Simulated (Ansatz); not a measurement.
Ta: free energy error per atom against smearing width

Results calculated with Ansatz 0.2.0, not measured. Plane-wave density functional theory, scalar-relativistic PAW datasets made under PBE, Gamma-centred meshes; one setting moves on a fixed relaxed cell, energies count from the zero-width extrapolation of the reference run, pressure is Pulay-corrected at fixed cutoff and positive in compression.

Structure of every row (space group Im-3m, No. 229):
```
Ta
1.0
     -1.6607     1.6607     1.6607
      1.6607    -1.6607     1.6607
      1.6607     1.6607    -1.6607
Ta
1
Direct
  0.00000 0.00000 0.00000
```

Settings of every row: spin polarised no; functional PBE; wave cutoff 420 eV; k mesh 13x13x13; smearing method gaussian; reference k mesh 13x13x13; reference smearing width 0.1 eV; reference wave cutoff 420 eV; reference smearing method fermi_dirac; swept setting smearing; valence electrons per atom 13.

Atom starting moment: 0 on all atoms.

Limits: settings are moved on purpose, so some rows are far from converged; no spin-orbit coupling, which can matter with elements this heavy.

| row | smearing width (eV) | free energy error per atom (meV) | zero smearing energy error per atom (meV) | pressure (GPa) |
| --- | --- | --- | --- | --- |
| 1 | 0.01 | 0.37 | 0.43 | 0.35 |
| 2 | 0.03 | ? | ? | ? |
| 3 | 0.1 | -2.71 | 0.9 | 0.16 |
| 4 | 0.2 | -13.48 | 0.46 | -0.01 |
| 5 | 0.3 | -30.43 | -0.47 | -0.01 |

Question: what free energy error per atom should row 2 give?

Worked fit of free energy error per atom. Smearing changes a smooth quantity, to lowest order, with the square of the width, so take w² in eV². The shown rows have w² = 0.0001, 0.01, 0.04, 0.09. Their means are 0.035025 and -11.562 meV; the sums about the means are S_tt = 0.004893 and S_ty = -1.685, whose ratio is the slope. Least squares give free energy error per atom = 0.499 − 344.38 × w² meV. The rows lie off it by -0.09, 0.23, -0.20, 0.07 (root mean square 0.16 meV). The constant, 0.499 meV, estimates the value at zero width. The withheld row has w² = 0.0009, so the fit gives 0.499 − 344.38 × (0.0009) = 0.19 meV.

The calculation gave 0.12 meV. The fit lies 0.07 meV (58 % of the value, 0.23 % of the column's range) above it; its largest miss of a shown row is 0.23 meV.

The other values of row 2: zero smearing energy error per atom 0.33 meV; pressure 0.35 GPa.
